## Question

Six programs calculate the same carbon crystal with the same density functional and the same k mesh. The atoms and the cell are held fixed, so each run reports the push that remains in them. Pressure is positive when the crystal tends to expand, and the largest force is the greatest force on any one atom.

PBE calculations with the programs named in the rows, for a 12-atom hexagonal carbon cell (space group P6_3/mmc) with cell and atoms held fixed. All runs use a 12×12×3 k mesh and Fermi-Dirac smearing of 0.05 eV, without spin polarisation, spin-orbit coupling or a dispersion correction. Pressure is positive in compression.

```csv
program,potentials,basis,pressure (GPa),largest force (eV/Å),pressure less the median of the rows (GPa)
GPAW,GPAW PAW data sets (gpaw data 1.2.1),800 eV,1.720,0.33200,-0.430
Ansatz LAPW,"all electron LAPW, scalar relativistic",0.001 eV/atom basis error,2.050,0.33200,-0.100
ABACUS,PseudoDojo NC SR 0.4.1 PBE standard,1116 eV,2.140,0.33100,-0.010
JDFTx,PseudoDojo SR PBE 0.5 standard,1116 eV,2.150,0.33000,0.000
DFTK,dojo.nc.sr.pbe.v0_4_1.standard,1116 eV,2.240,0.33000,0.090
Quantum ESPRESSO,SSSP 1.3 efficiency PBE,748 eV,2.250,0.33100,0.100
```

The pressure is the mean of three stress components. Two of them, equal by symmetry, act in the plane of the carbon layers; the third acts along the c axis, across the layers. The same runs give them as follows, with the same sign rule as the pressure.

| Program | Stress in plane (GPa) | Stress along c (GPa) |
|---|---:|---:|
| GPAW | −1.01 | 7.17 |
| Ansatz LAPW | −0.67 | 7.50 |
| ABACUS | −0.58 | 7.59 |
| JDFTx | −0.58 | 7.59 |
| DFTK | −0.48 | 7.69 |
| Quantum ESPRESSO | −0.48 | 7.70 |

The cell holds six puckered carbon layers of two atoms each. Every atom has four neighbours at 1.544 Å, and the ratio of the cell edges is that of ideal tetrahedra. The cell volume is 12 × 5.67 = 68.04 Å³. The total energy per cell is −1965.314 eV in ABACUS and −1965.273 eV in DFTK, which use the same named pseudopotential and the same cutoff.

(a) Why does the crystal push outward along c, although all its bonds are equally long?

(b) The programs agree on the forces and disagree on the pressure. What kind of error does this?

(c) Estimate the difference in pressure between ABACUS and DFTK from their energies.

(d) What can be said of GPAW, the lowest row?

(e) Does the scatter matter to someone who needs the size of the cell?

## Model answer

### (a) The push that all programs find

The crystal is a stacking variant of diamond. Where the stacking is cubic, the three bonds on one side of a c-directed bond are staggered against the three on the other side. Where it is hexagonal, they are eclipsed and face each other directly. The electrons in these facing bonds repel, and the repulsion drives the two neighbouring layers apart along c.

Ideal tetrahedra leave no room for this difference. The cell and the atoms are held in the arrangement that would suit purely cubic stacking, so the layers at the eclipsed places cannot move apart. The result is a strong push along c and a weak pull in the plane.

The forces fit this picture. A six-layer stacking of this symmetry has two eclipsed links in the cell, and each link joins two layers, so eight atoms should feel the repulsion. In the runs that print the force on each atom, eight atoms carry 0.31 to 0.33 eV/Å and the other four only about 0.03 eV/Å. The count supports the stacking argument, though no run separates the repulsion from the rest of the energy.

### (b) An error that is alike in every direction

Compare GPAW with Ansatz, the all-electron row. GPAW is lower by 0.34 GPa in the plane and by 0.33 GPa along c. The whole stress has moved down by nearly one amount, in directions where the crystal itself behaves quite differently. The other rows are shifted upward in the same even manner.

A simple model accounts for this. Suppose that two programs differ by an energy term f(V), where V is the volume of the cell and nothing else enters. A small stretch along any one edge changes the volume by the same fraction, so f adds the same stress, −df/dV, in every direction. Moving an atom inside a fixed cell leaves V unchanged, so f adds no force at all.

Both consequences appear in the results. The stress along c less the stress in the plane is 8.17 to 8.18 GPa in every run, while the pressures spread over 0.53 GPa. The largest forces agree within 0.003 eV/Å. The response to the stacking is therefore common to all six calculations, and the scatter behaves almost wholly like a term that depends on volume.

The stress alone cannot prove that volume is all that counts. If one program made every bond pull slightly harder, the four equal pulls on each atom would cancel, and the stress would again change evenly. Part (c) therefore uses the energies as a further test.

A different electronic state is not the cause. GPAW and Quantum ESPRESSO stand at opposite ends of the pressure column, yet their band gaps on the mesh agree within 0.02 eV. All six runs describe the same insulator with filled bands. What separates them is how the energy of that one state is made to follow the volume.

### (c) ABACUS and DFTK: one potential, two pressures

A pseudopotential replaces the nucleus and the core electrons by a smooth potential. Far from the atom it equals the Coulomb attraction of a point charge; close to the atom it is weaker. The excess, integrated over space, is a fixed number for each atom. Its contribution to the energy is that number times the average electron density, and a fixed count of electrons in a cell has an average density proportional to 1/V.

This term is known to be sensitive to numerical detail. The integral runs over a radial grid, and small remainders at large distance count heavily because they fill large spherical shells. Two programs can read the same file, end the integral differently and obtain slightly different energies. The change acts on all electrons as a constant potential, so it moves every level equally and leaves the gap alone.

Assume that the whole energy difference ΔE between the two runs is of this kind. Then ΔE = A/V with a constant A, and the difference in pressure is

ΔP = −d(ΔE)/dV = A/V² = ΔE/V.

DFTK lies higher by ΔE = −1965.273 + 1965.314 = 0.041 eV per cell. Division by 68.04 Å³ gives 0.0006 eV/Å³. Since 1 eV/Å³ is about 160 GPa, ΔP is about 0.10 GPa, with DFTK higher.

The table has 2.24 GPa for DFTK and 2.14 GPa for ABACUS, a difference of 0.10 GPa. The estimate has no adjustable constant and makes no use of the pressures, so size and sign are both a fair test. The agreement makes the average-potential term the likely source. To settle the matter, one would print that term from both programs and compare.

### (d) GPAW: a likely cause and a warning from another row

A finite set of plane waves offers a second term of the right form. The usual stress formula keeps the same waves while the cell is stretched. Their wavelengths grow with the cell, so the set can no longer describe features as fine as before, and the calculated energy rises slightly. Expansion then seems to cost more than it should, and the reported pressure comes out too low. This is the Pulay stress.

In a tetrahedral network this error is nearly equal in all directions. It also produces no matching force, because plane waves do not travel with the atoms. GPAW shows the expected sign and the expected even shift, so Pulay stress is a good candidate for its low pressure.

The cutoff by itself does not decide the matter. GPAW uses 800 eV; Quantum ESPRESSO uses only 748 eV and gives the highest pressure in the table. A cutoff has meaning only together with its atomic data set, since a smoother set needs fewer waves. The data set could also shift the pressure directly, and the share of each cause in GPAW is untested. Repeating the run with the same data set and a higher cutoff would tell them apart: Pulay stress would fade, whereas an error of the data set would stay.

### (e) What it means for the cell

Relative to the all-electron pressure, the spread is 26 %, which sounds serious. The percentage is large because the pressure itself is small: the cell is close to its preferred volume. Diamond is also very stiff, so a pressure of this order changes its size very little. With a bulk modulus of roughly 430 GPa, a recalled value, 0.53 GPa corresponds to about 0.12 % in volume. Along an edge that is about 0.04 %.

For the size of the cell, the choice among these programs thus matters little. For a small residual pressure it matters a great deal. Anyone who follows how pressure changes between similar cells should stay with one program, one data set and one cutoff, because most of the offset then cancels.

## Remarks on the reasoning

**Look at the components before explaining the mean.** From the pressure column alone, one might suspect that the programs describe the stacking differently. The components show that the response to the stacking is shared and that the differences form an even offset. This step carries the answer, since it narrows the search to errors that act alike in every direction.

**Use the energy estimate only where it is allowed.** It works for ABACUS and DFTK because they name the same potential and cutoff. JDFTx and ABACUS differ by about 97 eV per cell in total energy, and the formula would turn this into a pressure difference of more than 200 GPa. Before rounding, their pressures actually differ by less than 0.01 GPa. Most of that energy is a different zero, which does not change with volume and so exerts no pressure.

**Do not read the offset as the price of a frozen core.** ABACUS lies 0.09 GPa above the all-electron row, and it is tempting to blame the pseudopotential. Yet DFTK, with the same named potential, lies another 0.10 GPa higher. Numerical treatment can therefore matter as much as the whole step from ABACUS to the all-electron calculation.

**Choose the zero with care.** The last column of the table measures each pressure from the median, but three of the six rows use PseudoDojo potentials and pull the median towards themselves. The all-electron row avoids that bias, but it has a finite basis of its own, and its pressure is given here without the program's correction for Pulay stress. It is therefore not an exact zero either. The offsets are differences between working settings, not a ranking of the programs.

**Agreement needs a reason before it counts as evidence.** DFTK and Quantum ESPRESSO give 2.24 and 2.25 GPa with different potentials and cutoffs. Each result may contain a volume-dependent offset of its own, and two such offsets can happen to be alike. Raising the cutoff within one program shows whether its set of waves is large enough, but an offset that comes from the potential would remain.
